**Magnetisability of CH$_2$=CH–CH=Se with six functionals: axis, dia/para split and a two-level model**

The table holds the isotropic magnetisability, its anisotropy and the molar susceptibility from non-relativistic GIAO Kohn–Sham calculations (PySCF, aug-pcSseg-1, gas phase, one geometry). The program checks the unit conversion, splits the differences between functionals by inertial axis and into diamagnetic and paramagnetic parts, and finds the direction of the difference tensors. It fits the paramagnetic long-axis component to $A+B/\text{gap}$ for the four GGAs, applies that line to the two hybrids, and also fits one inverse-gap line to all six isotropic values. The output shows two clusters 4.5 % apart, with 74 % of the shift along the long axis and the difference tensors within 3° of the C=Se bond. The gap orders the GGAs along that axis but misses the hybrids by about 19 and 24 units of $10^{-6}$ cm$^3$/mol, and KT1 matches HSE06 in the average through cancelling components.

Selenoacrolein (C3H4Se, singlet), computed with PySCF 2.14.0 using GIAO Kohn-Sham DFT with the functional named in each row, the aug-pcSseg-1 basis and density fitting, non-relativistic, gas phase. All rows use one PBE0-D3(BJ)/def2-SVP geometry. The anisotropy is the root of half the summed squared differences of the principal values.

## Program and output

```python
# Table: GIAO magnetisability, anisotropy, susceptibility of CH2=CH-CH=Se; PySCF, six functionals, aug-pcSseg-1,
# non-relativistic. Tested: unit conversion, axis and dia/para split, two-level model para = A + B/gap.
T = {
    'system': ['HSE06/aug-pcSseg-1', 'KT1/aug-pcSseg-1', 'X3LYP/aug-pcSseg-1', 'OPBE/aug-pcSseg-1', 'BP86/aug-pcSseg-1', 'HCTH407/aug-pcSseg-1'],
    'magnetisability': [-624.5, -624.4, -622.8, -598.7, -594.7, -593.8],  # 1e-30 J/T^2
    'magnetisability_anisotropy': [659.1, 645.0, 648.0, 699.5, 704.3, 691.1],  # 1e-30 J/T^2
    'susceptibility': [-37.61, -37.6, -37.5, -36.06, -35.82, -35.76],  # 1e-6 cm^3/mol
}
import numpy as np
from scipy import constants as c
n = [s.split('/')[0] for s in T['system']]
xi, an, ch = (np.array(T[k], float) for k in ('magnetisability', 'magnetisability_anisotropy', 'susceptibility'))
# Further outputs of the same runs: HOMO, LUMO (eV); chi abc, dia abc (1e-6 cm3/mol); tensor xx xy xz yy yz zz
X = {'HSE06': (-5.909692, -3.382879, -17.752, -33.018, -62.063, -103.412, -675.151, -709.62, -299.44, -78.43, 17.93, -637.35, -191.39, -936.86),
 'KT1': (-5.258529, -3.806633, -17.549, -34.319, -60.946, -104.432, -675.999, -710.701, -296.64, -87.85, 23.04, -650.42, -175.55, -926.25),
 'X3LYP': (-6.110524, -3.079423, -17.955, -33.067, -61.489, -103.853, -675.795, -710.497, -302.86, -79.28, 18.73, -636.06, -187.31, -929.35),
 'OPBE': (-5.172722, -3.73865, -14.179, -32.654, -61.336, -102.521, -674.475, -709.245, -240.99, -93.45, 24.03, -629.1, -189.08, -926.09),
 'BP86': (-5.266449, -3.886831, -13.67, -32.71, -61.068, -103.409, -675.356, -710.124, -232.91, -99.17, 26.76, -628.57, -186.99, -922.75),
 'HCTH407': (-5.283122, -3.884666, -14.099, -32.571, -60.614, -103.025, -675.163, -710.178, -239.84, -96.17, 25.71, -625.44, -184.9, -916.21)}
R = np.array([[-1.27, .03, -.21], [-.02, -.43, -.03], [1.15, .33, -.43], [2.82, -.2, -.22],
              [-1.46, 1., -.69], [-2.14, -.55, .1], [.16, -1.4, .45], [.94, 1.3, -.9]])  # geometry, angstrom
A = np.array([X[k] for k in n]); ix = {k: i for i, k in enumerate(n)}
gap = A[:, 1] - A[:, 0]; tot = A[:, 2:5]; dia = A[:, 5:8]; par = tot - dia
M = np.array([[[a[8], a[9], a[10]], [a[9], a[11], a[12]], [a[10], a[12], a[13]]] for a in A])
f = c.N_A * c.mu_0 / (4 * np.pi) * 1e6 * 1e-24
print(f"chi/xi factor {f:.6f}; rounding allows {0.05*f+0.005:.3f}; xi in 1e-30 J/T2, chi in 1e-6 cm3/mol")
print("level    gap/eV  chi from xi  minus table  principal values of xi")
for i, k in enumerate(n):
    print(f"{k:8s} {gap[i]:.3f} {xi[i]*f:8.3f} {xi[i]*f-ch[i]:+7.3f}  ", np.round(np.linalg.eigvalsh(M[i]), 1))
g1 = [ix[k] for k in ('HSE06', 'KT1', 'X3LYP')]; g2 = [ix[k] for k in ('OPBE', 'BP86', 'HCTH407')]
for v, l in ((xi, 'xi'), (an, 'anisotropy'), (ch, 'chi')):
    d = v[g2].mean() - v[g1].mean()
    print(f"{l}: means {v[g1].mean():.2f} {v[g2].mean():.2f}, shift {d:+.2f} ({100*d/abs(v[g1].mean()):.1f} %), spreads {np.ptp(v[g1]):.2f} {np.ptp(v[g2]):.2f}, full range {np.ptp(v):.2f}")
u = f * 1e30 * c.e**2 / (4 * c.m_e) * c.physical_constants['Bohr radius'][0]**2
print(f"level   dia_aa para_aa dia_iso para_iso <c2>/bohr2 (gauge: centre of mass; {u:.3f} per bohr2)")
for i, k in enumerate(n):
    print(f"{k:8s} {dia[i,0]:.2f} {par[i,0]:.2f} {dia[i].mean():.2f} {par[i].mean():.2f} {-(dia[i,0]+dia[i,1]-dia[i,2])/2/u:.2f}")
print("chi difference: aa bb cc | iso = dia + para | aa = dia + para")
for p, q in (('BP86', 'HSE06'), ('KT1', 'HSE06'), ('BP86', 'KT1'), ('OPBE', 'KT1'), ('HCTH407', 'BP86')):
    d, e, g = (v[ix[p]] - v[ix[q]] for v in (tot, dia, par))
    print(f"{p}-{q}: {d[0]:+.2f} {d[1]:+.2f} {d[2]:+.2f} | {d.mean():+.2f} = {e.mean():+.2f} {g.mean():+.2f} | {e[0]:+.2f} {g[0]:+.2f}")
d = tot[g2].mean(0) - tot[g1].mean(0)
print(f"cluster shift aa bb cc: {d[0]:+.2f} {d[1]:+.2f} {d[2]:+.2f}; share of aa {100*d[0]/d.sum():.0f} %")
K = f * 1e30 * 4 * c.physical_constants['Bohr magneton'][0]**2 / c.e
gg = [ix[k] for k in ('KT1', 'OPBE', 'HCTH407', 'BP86')]
B, A0 = np.polyfit(1 / gap[gg], par[gg, 0], 1); s, t = np.polyfit(1 / gap, ch, 1)
print(f"one pair with |l|=1: {K:.1f}/gap(eV); GGA fit para_aa = {A0:.1f} + {B:.1f}/gap, B ratio {B/K:.2f}")
print(f"GGA gap range {100*np.ptp(gap[gg])/gap[gg].mean():.1f} %, para_aa range {np.ptp(par[gg,0]):.2f}; all-row fit chi = {t:.2f} + {s:.2f}/gap")
print("level   para_aa minus GGA fit (hybrids not fitted) | chi minus all-row fit (rounding 0.005)")
for i, k in enumerate(n):
    print(f"{k:8s} {par[i,0]-A0-B/gap[i]:+7.2f} | {ch[i]-t-s/gap[i]:+.2f}")
for q in ('BP86', 'OPBE'):
    print(f"{q}-KT1: gap term at |l|=1 {K*(1/gap[ix[q]]-1/gap[ix['KT1']]):.2f}, computed para_aa change {par[ix[q],0]-par[ix['KT1'],0]:.2f}")
h = {k: B / (par[ix[k], 0] - A0) for k in ('HSE06', 'X3LYP')}
print(f"denominator the fit would need: HSE06 {h['HSE06']:.1f}, X3LYP {h['X3LYP']:.1f} eV; (gap-that)/0.22 for X3LYP {(gap[ix['X3LYP']]-h['X3LYP'])/0.22:.0f} eV")  # 0.22: rough recalled exchange share
m = np.array([12, 12, 12, 80, 1, 1, 1, 1.]); r = R - m @ R / m.sum()
a_ax = np.linalg.eigh((r.T * m) @ r)[1][:, -1]; se = R[3] - R[2]; cc = R[1] - R[0]
ang = lambda v, w: np.degrees(np.arccos(min(1, abs(v @ w) / np.linalg.norm(v) / np.linalg.norm(w))))
print(f"angles/deg: C=Se to a {ang(se,a_ax):.0f}, C=Se to C=C {ang(se,cc):.0f}")
th = {}
for p in ('BP86', 'OPBE', 'HCTH407'):
    w, V = np.linalg.eigh(M[ix[p]] - M[ix['HSE06']]); th[p] = ang(V[:, -1], se)
    print(f"xi tensor {p}-HSE06: values {np.round(w,1)}, largest lies {th[p]:.0f} deg from C=Se, {ang(V[:,-1],a_ax):.0f} from a")
# Se shielding total, local dia (ppm) and 77Se C_aa (kHz), same runs: KT1 then BP86
sk, sb, ck, cb = -928.443 - 3076.195, -1367.69 - 3075.344, 398.5556, 450.6157
print(f"Se shielding less local dia: KT1 {sk:.0f}, BP86 {sb:.0f} ppm, ratio {sb/sk:.3f}")
print(f"BP86/KT1 ratios: Se C_aa {cb/ck:.3f}, 1/gap {gap[ix['KT1']]/gap[ix['BP86']]:.3f}, para_aa {par[ix['BP86'],0]/par[ix['KT1'],0]:.3f}")
assert np.all(abs(xi * f - ch) < 0.01)
assert xi[g1].max() < xi[g2].min() and an[g1].max() < an[g2].min()
assert np.all(np.diff(par[gg, 0]) > 0) and np.all(np.diff(gap[gg]) < 0)
assert th['BP86'] < 8
```

It prints:

```
chi/xi factor 0.060221; rounding allows 0.008; xi in 1e-30 J/T2, chi in 1e-6 cm3/mol
level    gap/eV  chi from xi  minus table  principal values of xi
HSE06    2.527  -37.608  +0.002   [-1030.6  -567.   -276.1]
KT1      1.452  -37.602  -0.002   [-1012.   -591.9  -269.4]
X3LYP    3.031  -37.506  -0.006   [-1021.   -568.5  -278.7]
OPBE     1.434  -36.055  +0.005   [-1018.5  -564.7  -213. ]
BP86     1.380  -35.814  +0.006   [-1014.1  -568.1  -202.1]
HCTH407  1.398  -35.759  +0.001   [-1006.5  -564.9  -210. ]
xi: means -623.90 -595.73, shift +28.17 (4.5 %), spreads 1.70 4.90, full range 30.70
anisotropy: means 650.70 698.30, shift +47.60 (7.3 %), spreads 14.10 13.20, full range 59.30
chi: means -37.57 -35.88, shift +1.69 (4.5 %), spreads 0.11 0.30, full range 1.85
level   dia_aa para_aa dia_iso para_iso <c2>/bohr2 (gauge: centre of mass; 1.188 per bohr2)
HSE06    -103.41 85.66 -496.06 458.45 29.02
KT1      -104.43 86.88 -497.04 459.44 29.35
X3LYP    -103.85 85.90 -496.71 459.21 29.10
OPBE     -102.52 88.34 -495.41 459.36 28.51
BP86     -103.41 89.74 -496.30 460.48 28.89
HCTH407  -103.03 88.93 -496.12 460.36 28.62
chi difference: aa bb cc | iso = dia + para | aa = dia + para
BP86-HSE06: +4.08 +0.31 +1.00 | +1.80 = -0.24 +2.03 | +0.00 +4.08
KT1-HSE06: +0.20 -1.30 +1.12 | +0.01 = -0.98 +0.99 | -1.02 +1.22
BP86-KT1: +3.88 +1.61 -0.12 | +1.79 = +0.75 +1.04 | +1.02 +2.86
OPBE-KT1: +3.37 +1.66 -0.39 | +1.55 = +1.63 -0.08 | +1.91 +1.46
HCTH407-BP86: -0.43 +0.14 +0.45 | +0.05 = +0.17 -0.12 | +0.38 -0.81
cluster shift aa bb cc: +3.77 +0.82 +0.49; share of aa 74 %
one pair with |l|=1: 129.3/gap(eV); GGA fit para_aa = 39.1 + 69.9/gap, B ratio 0.54
GGA gap range 5.1 %, para_aa range 2.86; all-row fit chi = -38.94 + 3.75/gap
level   para_aa minus GGA fit (hybrids not fitted) | chi minus all-row fit (rounding 0.005)
HSE06     +18.89 | -0.15
KT1        -0.35 | -1.24
X3LYP     +23.73 | +0.21
OPBE       +0.51 | +0.27
BP86       -0.01 | +0.41
HCTH407    -0.15 | +0.50
BP86-KT1: gap term at |l|=1 4.67, computed para_aa change 2.86
OPBE-KT1: gap term at |l|=1 1.11, computed para_aa change 1.46
denominator the fit would need: HSE06 1.5, X3LYP 1.5 eV; (gap-that)/0.22 for X3LYP 7 eV
angles/deg: C=Se to a 17, C=Se to C=C 3
xi tensor BP86-HSE06: values [-1.2 16.5 74. ], largest lies 0 deg from C=Se, 17 from a
xi tensor OPBE-HSE06: values [ 2.3 12.1 63.1], largest lies 3 deg from C=Se, 14 from a
xi tensor HCTH407-HSE06: values [ 2.  24.1 66.1], largest lies 0 deg from C=Se, 17 from a
Se shielding less local dia: KT1 -4005, BP86 -4443 ppm, ratio 1.109
BP86/KT1 ratios: Se C_aa 1.131, 1/gap 1.052, para_aa 1.033
```
